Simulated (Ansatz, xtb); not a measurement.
Relative energy of two isomers of C3H4BClN2

Structure X is `Bn1cnc(Cl)c1`, a singlet and structure Y is `Bc1nc(Cl)c[nH]1`, a singlet. Both are isolated molecules in the gas phase, relaxed with PBE-D3(BJ)/def2-SVP; the shapes shown needn't be the lowest conformers.

X (Å):

```xyz
11

C    -1.4993    1.7929   -1.1643
C     0.4795    1.7901   -1.9642
C     0.6551    1.8910   -0.6019
B    -1.0381    1.9802    1.3124
Cl    1.7075    1.7385   -3.1664
N    -0.6390    1.8943   -0.0600
N    -0.8616    1.7298   -2.3043
H    -0.1798    2.0635    2.1624
H    -2.2256    1.9648    1.5515
H    -2.5888    1.7730   -1.0287
H     1.5496    1.9593    0.0225
```

Y (Å):

```yaml
atoms:
  - { symbol: C, position_ang: [-0.6959, 2.0141, 0.1063] }
  - { symbol: C, position_ang: [-1.0691, 1.9018, -2.0191] }
  - { symbol: C, position_ang: [0.2681, 1.4897, -1.8515] }
  - { symbol: B, position_ang: [-0.8182, 2.2179, 1.6103] }
  - { symbol: Cl, position_ang: [-1.8921, 2.0011, -3.5322] }
  - { symbol: N, position_ang: [-1.6409, 2.2139, -0.8481] }
  - { symbol: N, position_ang: [0.4732, 1.5700, -0.5131] }
  - { symbol: H, position_ang: [0.1492, 1.9832, 2.3145] }
  - { symbol: H, position_ang: [-1.8596, 2.6058, 2.0910] }
  - { symbol: H, position_ang: [1.0266, 1.1668, -2.5713] }
  - { symbol: H, position_ang: [1.3411, 1.3443, -0.0218] }
```

Problem. Estimate which is lower in electronic energy at CCSD(T)/def2-SVP + ΔMP2/def2-TZVPP, and by roughly how much.

Solution. The CCSD(T)/def2-SVP + ΔMP2/def2-TZVPP calculation puts structure X lower, by 16.9 kcal/mol.

The same difference at several levels:

```tsv
level	geometry	E(Y) − E(X) (kcal/mol)	departure from the last row (kcal/mol)	job, with rough time for the two
GFN2-xTB	GFN2-xTB	+20.3	+3.4	optimisation, 0.65 s
HF/STO-3G	GFN2-xTB	+23.9	+7.0	single point, 2.5 s
r2SCAN-D4/def2-SVP	GFN2-xTB	+13.2	−3.6	single point, 14 s
PBE-D3(BJ)/def2-SVP	PBE-D3(BJ)/def2-SVP	+12.6	−4.3	optimisation, 83 s
HF/def2-SVP	PBE-D3(BJ)/def2-SVP	+20.2	+3.4	part of the CCSD(T) run
MP2/def2-SVP	PBE-D3(BJ)/def2-SVP	+15.5	−1.3	part of the CCSD(T) run
CCSD(T)/def2-SVP	PBE-D3(BJ)/def2-SVP	+17.7	+0.9	single point
CCSD(T)/def2-SVP + ΔMP2/def2-TZVPP	PBE-D3(BJ)/def2-SVP	+16.9		single point, 3.5 min
```

As drawn, Y has 1 C–B, 1 N–H in place of 1 B–N, 1 C–H.

The levels shown agree on the order. The largest departure from CCSD(T)/def2-SVP + ΔMP2/def2-TZVPP is that of HF/STO-3G, 7.0 kcal/mol. The last row adds to CCSD(T) the change of the MP2 difference between the two basis sets, here −0.9 kcal/mol.

With thermal terms from frequencies at re-optimised GFN2-xTB minima (ideal gas, soft modes damped towards free rotors, one conformer each, 298.15 K, 1 atm): the zero-point term adds −0.4 kcal/mol; ΔH is +16.6 and ΔG +16.4 kcal/mol.

The correlated steps freeze 11 core orbitals. Programs: Ansatz 0.2.0, xtb 6.7.1; the last row on 2 threads of AMD EPYC (Zen 3) on a shared host.

Placing boron on the ring nitrogen rather than on the carbon between the two nitrogens is clearly favoured, and the preference is already present at Hartree–Fock level, so it comes mainly from bonding, with correlation only adjusting its size. The exchange trades a C–B and an N–H bond for a B–N and a C–H bond. The strong, polar B–N bond probably decides the balance, since boron gains more from an electronegative partner that also has a π pair to offer.

In both structures the BH2 group lies in the ring plane, so its empty p orbital can overlap with the ring π system. In X it does so directly with the nitrogen pair, at some cost to the aromatic sextet; in Y it draws density through carbon. The difference is therefore likely one of donor strength and σ bonding, not of conjugation being switched on or off.

The order applies to isolated monomers: in a condensed phase the pyridine-type nitrogen of one molecule could bind the Lewis-acidic boron of another, which might change the balance.
